BO radical (SMILES [B]=O, doublet), computed with PySCF 2.14.0 and density fitting: unrestricted, non-relativistic DFT or Hartree–Fock, basis IGLO-III, gas phase, PBE0-D3(BJ)/def2-SVP geometry. Isotropic hyperfine couplings (A iso) are for 11B and 17O; the g shift is taken from the free-electron value, with mean-field spin–orbit coupling and GIAOs.

```csv
functional,"exact exchange, long range (%)",A iso B1 (MHz),A iso O2 (MHz),isotropic g shift (ppm),<S^2>
PBE,0,1001.7,-8.5,-1210,0.759
B3LYP,20,1082.6,-11.9,-1180,0.757
BHandHLYP,50,1134.9,-14.8,-1160,0.758
CAM-B3LYP,65,1091.5,-15.5,-1170,0.757
HF,100,1156.1,22.2,-1310,0.800
PBE0,25,1045.1,-11.7,-1200,0.762
```

Three sizes are worth remembering for this radical: about 1000 MHz for the isotropic coupling of boron (A iso B1), about 10 MHz for that of oxygen (A iso O2), and about −1200 ppm for the isotropic g shift, where 1 ppm is 10⁻⁶ in g. The level of theory changes the first moderately. It can reverse the sign of the second. Which level suffices therefore depends on which nucleus the question concerns.

**What the couplings measure**

An isotropic coupling is proportional to the spin density at the nucleus, that is, the density of spin-up electrons there less that of spin-down electrons. Only s-type parts of the orbitals reach the nucleus. Two limits give the scale: an unpaired electron in a pure boron 2s orbital would give roughly 2500 MHz (a rounded, recalled value), and one in a pure p orbital would give nothing directly. For B3LYP the ratio is 1082.6 / 2500 ≈ 0.43. Boron thus feels a little under half of a 2s electron, as suits an unpaired electron in a σ orbital that sits mainly on boron and mixes s with p.

The same scale for ¹⁷O is roughly −5300 MHz, negative because this nucleus has a negative magnetic moment. Here B3LYP gives −11.9 / −5300 ≈ 0.002, or a fifth of one per cent of a 2s electron. A shift of spin that boron would hardly notice can therefore change the oxygen coupling completely. These ratios measure net spin at the nucleus and are not exact orbital compositions, because the paired electrons contribute too.

**Where Hartree–Fock departs**

At oxygen, HF gives +22.2 MHz, while all five density functionals give small negative values. If the electrons of each pair shared one orbital, only the unpaired electron would contribute, and the spin density could nowhere be negative. The positive HF coupling means a negative spin density at oxygen, so the up and down partners of the pairs must have moved apart. This is spin polarisation, and in HF it outweighs the direct contribution of the unpaired electron.

The reason lies in how electrons avoid each other. Exchange acts between electrons of like spin, so the up-spin partners in the bond are drawn towards the unpaired electron on boron, leaving an excess of down spin on oxygen. Unrestricted HF has no correlation between opposite spins; giving the partners different orbitals is its only substitute, and it is known to overdo this. The calculated spin on oxygen fits: −0.23 electrons in HF, but between −0.03 and −0.07 with the density functionals. These are totals for the whole atom (Mulliken populations), so they can be slightly negative even when the spin density at the nucleus itself is positive, as it is with the density functionals. A warning is also visible in <S²>, which should be 0.75 for one unpaired electron and rises to 0.80 in HF.

The direction-dependent part of the couplings suggests which pairs are involved. Spin in a p orbital along the bond raises boron's dipolar coupling in that direction, whereas spin in π orbitals lowers it. This coupling is 38 MHz in HF and at least 51 MHz in the other rows, as if the π pairs had put extra up spin on boron and down spin on oxygen. The π orbitals themselves vanish at the nuclei, so a last step is needed: the down spin on oxygen probably polarises that atom's s shells, leaving net down spin at the nucleus. Polarised σ pairs can also contribute there directly. The results do not separate these contributions.

**Why the exchange share is a poor guide**

Going from PBE to PBE0 replaces a quarter of the PBE exchange by exact exchange and raises the boron coupling by 43 MHz. Going on to B3LYP raises it by another 38 MHz, although B3LYP contains slightly less exact exchange than PBE0. The choice of density functional thus matters about as much as a quarter of exact exchange. CAM-B3LYP needs particular care, because its 65% applies only at long range; at short range it has about 19%, and its boron coupling is close to that of B3LYP.

At oxygen the exchange share misleads more seriously. From PBE through B3LYP to BHandHLYP the coupling becomes more negative, away from the HF value. The HF value therefore cannot be found by extending this trend. The step from BHandHLYP to HF doubles the exact exchange and also removes correlation, and the table does not separate the two effects. At boron, HF lies only 21 MHz above BHandHLYP, so a plausible boron coupling is no evidence that the spin on the neighbouring atom is right.

**Choosing a level for a purpose**

To recognise the large boron splitting, any of the five density functionals will do. They span 133 MHz, or 12% of their mean, which leaves the order of magnitude in no doubt. To predict the coupling within one per cent, about 10 MHz, none can be chosen from this comparison, since a change of functional often costs several times as much. That purpose calls for a correlated wavefunction method and a test with additional tight s functions, which describe the density close to the nucleus. All rows share one basis and one fixed geometry, and all leave out scalar relativity and vibrational averaging, so their spread does not include the errors from these sources.

For oxygen, the density functionals support a small negative coupling, but its size varies by a factor of 1.8. It is sensible to quote a range from at least two different functionals, but not as an error bar: density functionals often describe the polarisation of s shells poorly, and they can share that error. Unrestricted HF should not decide the sign, given its excessive spin polarisation.

The g shift is less demanding. The density functionals agree within 50 ppm, less than the 100 ppm or so that often suffices for identifying a radical, while HF lies more than 100 ppm below their mean. The shift arises mainly when the field is perpendicular to the bond, where it mixes σ with π orbitals; the distorted π orbitals of HF are a plausible cause of its departure. Agreement among functionals is not yet accuracy, because functionals can share errors and all rows use the same mean-field treatment of spin–orbit coupling.

For two atoms, cost is no reason to prefer one of these levels. In larger molecules PBE is the cheapest, hybrids and HF add the work of exact exchange, and range separation adds somewhat more. Coupled cluster with single and double excitations grows roughly as the sixth power of size, so doubling the molecule costs some 64 times as much. It is affordable here, and best spent on the per-cent question at boron or the sign at oxygen. For one per cent, the effect of triple excitations should be tested as well.

The output below lists the steps between levels and the couplings as shares of a 2s electron; the scale uses the two rounded atomic values and has no adjustable parameter.

Printed output of the fit:

```
Coupling in per cent of one whole 2s electron (rough) and excess of <S^2> over 0.75:
        row  boron %  oxygen %  <S^2> excess
        PBE    40.07    0.1604         0.009
      B3LYP     43.3    0.2245         0.007
  BHandHLYP     45.4    0.2792         0.008
  CAM-B3LYP    43.66    0.2925         0.007
         HF    46.24   -0.4189          0.05
       PBE0     41.8    0.2208         0.012
Spin populations, dipolar couplings along the bond (MHz), perpendicular g shift (ppm):
        row  spin on B  spin on O  dipolar B  dipolar O  g shift perp
        PBE      1.042     -0.042       53.9      -45.2         -1771
      B3LYP      1.033     -0.033       55.4        -42         -1730
  BHandHLYP      1.046     -0.046       53.5      -41.8         -1701
  CAM-B3LYP      1.043     -0.043       54.9      -41.6         -1720
         HF      1.231     -0.231         38      -61.7         -1944
       PBE0      1.067     -0.067       51.1      -45.7         -1764
A(B), PBE0 minus PBE, MHz: 43.4
A(B), B3LYP minus PBE0, MHz: 37.5
A(B), BHandHLYP minus B3LYP, MHz: 52.3
A(B), CAM-B3LYP minus B3LYP, MHz: 8.9
A(B), CAM-B3LYP minus BHandHLYP, MHz: -43.4
A(B), HF minus BHandHLYP, MHz: 21.2
A(B), spread of the five density functionals, MHz: 133.2
A(B), the same spread in % of their mean: 12.44
A(O), PBE0 minus PBE, MHz: -3.2
A(O), CAM-B3LYP minus B3LYP, MHz: -3.6
A(O), CAM-B3LYP minus BHandHLYP, MHz: -0.7
A(O), HF minus BHandHLYP, MHz: 37
A(O), that step in % of one whole 2s electron (rough, size only): 0.6981
A(O), spread of the five density functionals, MHz: 7
A(O), largest over smallest size among density functionals: 1.824
A(B), spread of density functionals in % of one whole 2s electron (rough): 5.328
g shift, spread of the five density functionals, ppm: 50
g shift, HF minus mean of the density functionals, ppm: -126
<S^2> excess, HF over the largest density-functional value: 4.167
```
